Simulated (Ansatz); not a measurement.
## A series in volume scale on Ag

Results calculated with Ansatz 0.2.0, not measured. Free energy against uniform scaling of the volume at fixed shape and fractions; periodic cell, basis, potentials, k mesh and filling as listed.

The cell before it is scaled or strained (space group P6_3/mmc, No. 194):
```
CELL_PARAMETERS angstrom
2.93000 0.00000 0.00000
-1.46500 2.53750 0.00000
0.00000 0.00000 4.79000
ATOMIC_POSITIONS crystal
Ag 0.33333 0.66667 0.25000
Ag 0.66667 0.33333 0.75000
```

Settings of every row: functional PBEsol; dispersion none; potentials PAW; wave cutoff 550 eV; density cutoff 2200 eV; k mesh 11x11x6; k shift 0x0x0; occupations cold; smearing width 0.1 eV; spin none.

Limits: coarse k mesh, up to 40 meV an atom off.

| row | volume scale | V (Å³/atom) | energy above lowest point (meV/atom) |
| --- | --- | --- | --- |
| 1 | 0.92 | 16.382 | 1 |
| 2 | 0.9467 | 16.857 | 0 |
| 3 | 0.9733 | 17.331 | 8.2 |
| 4 | 1 | 17.807 | ? |
| 5 | 1.0267 | 18.282 | 46.3 |
| 6 | 1.0533 | 18.756 | 73.6 |
| 7 | 1.08 | 19.231 | 105.2 |

Question: what energy above lowest point should row 4 give?

Worked fit of energy above lowest point. Take u = (V_r/V)^(2/3) − 1 with V_r = 17.806 Å³ an atom, which is twice the finite (Eulerian) strain; such expansions in the strain, on which the Birch-Murnaghan equation of state is built, carry the rest volume and the bulk modulus. The shown rows have u = 0.05714, 0.03719, 0.01819, -0.01743, -0.03406, -0.05003. Least squares give energy above lowest point = 24.07 − 1080.9 × u + 11294 × u² + 9751 × u³ meV/atom; a parabola predicts inner rows, each left out in turn, worse (root mean square 0.52 against 0.013 meV/atom). All shown rows lie on it to the printed digit. Its lowest point lies at u = 0.0452, or V = 16.66 Å³ an atom, and the curvature there gives the bulk modulus at fixed shape and fractions, B = (4/9)(1 + u)² E″(u)/V = 118 GPa. Letting shape and atoms relax would as a rule lower it, by much in layered, chain or molecular crystals. The withheld row has u = -4e-05, so the fit gives 24.07 − 1080.9 × (-4e-05) + 11294 × (-4e-05)² + 9751 × (-4e-05)³ = 24.1 meV/atom.

The calculation gave 24.1 meV/atom. The fit meets it to the printed digit.
